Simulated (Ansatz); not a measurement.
## Sb: the change of pressure with volume per atom

All results are calculated (Ansatz 0.2.0). Periodic Kohn-Sham DFT of a crystal at fixed atoms; pressure and stress are positive in compression; the energy is the free energy less that of spherical unpolarised free atoms; site moments are those in the method's own spheres, positive along +z.

Cell of the first row (space group Fm-3m, No. 225):
```
cell vectors (Å)
   0.0000     2.2579     2.2579
   2.2579     0.0000     2.2579
   2.2579     2.2579     0.0000
atoms (fractions of the cell vectors)
Sb  0.00000  0.00000  0.00000
```

Settings of every row: method frozen-core PAW; functional PBEsol; relativity scalar; k mesh 14x14x14; filling fermi-dirac; smearing width 0.03 eV; wave cutoff 420 eV; paw set soft_2.

Atom start moment: 0 on all atoms.

Limits: PAW files made with PBE; no spin-orbit coupling on heavy atoms.

| row | volume per atom (Å³) | pressure (GPa) |
| --- | --- | --- |
| 1 | 23.023 | 11.531 |
| 2 | 23.513 | 9.153 |
| 3 | 24.003 | 7.015 |
| 4 | 24.248 | 6.029 |
| 5 | 24.493 | 5.093 |
| 6 | 24.738 | 4.207 |
| 7 | 24.983 | 3.368 |
| 8 | 25.473 | ? |
| 9 | 25.963 | 0.493 |

Question: what pressure should row 8 give?

Worked fit of pressure. Take u = (V_r/V)^(2/3) − 1 with V_r = 24.37 Å³ an atom, which is twice the finite (Eulerian) strain; such expansions in the strain, on which the Birch-Murnaghan equation of state is built, carry the rest volume and the bulk modulus. The shown rows have u = 0.03863, 0.02415, 0.01017, 0.00335, -0.00335, -0.00994, -0.01643, -0.04133. Least squares give pressure = 5.5539 + 139.211 × u + 403.67 × u² GPa; a straight line predicts inner rows, each left out in turn, worse (root mean square 0.19 against 0.0053 GPa). The rows lie off it by -0.003, 0.002, 0.004, 0.004, 0.001, -0.003, -0.008, 0.003 (root mean square 0.004 GPa). The withheld row has u = -0.02908, so the fit gives 5.5539 + 139.211 × (-0.02908) + 403.67 × (-0.02908)² = 1.847 GPa.

The calculation gave 1.841 GPa. The fit lies 0.006 GPa (0.054 % of the column's range) above it; its largest miss of a shown row is 0.008 GPa.
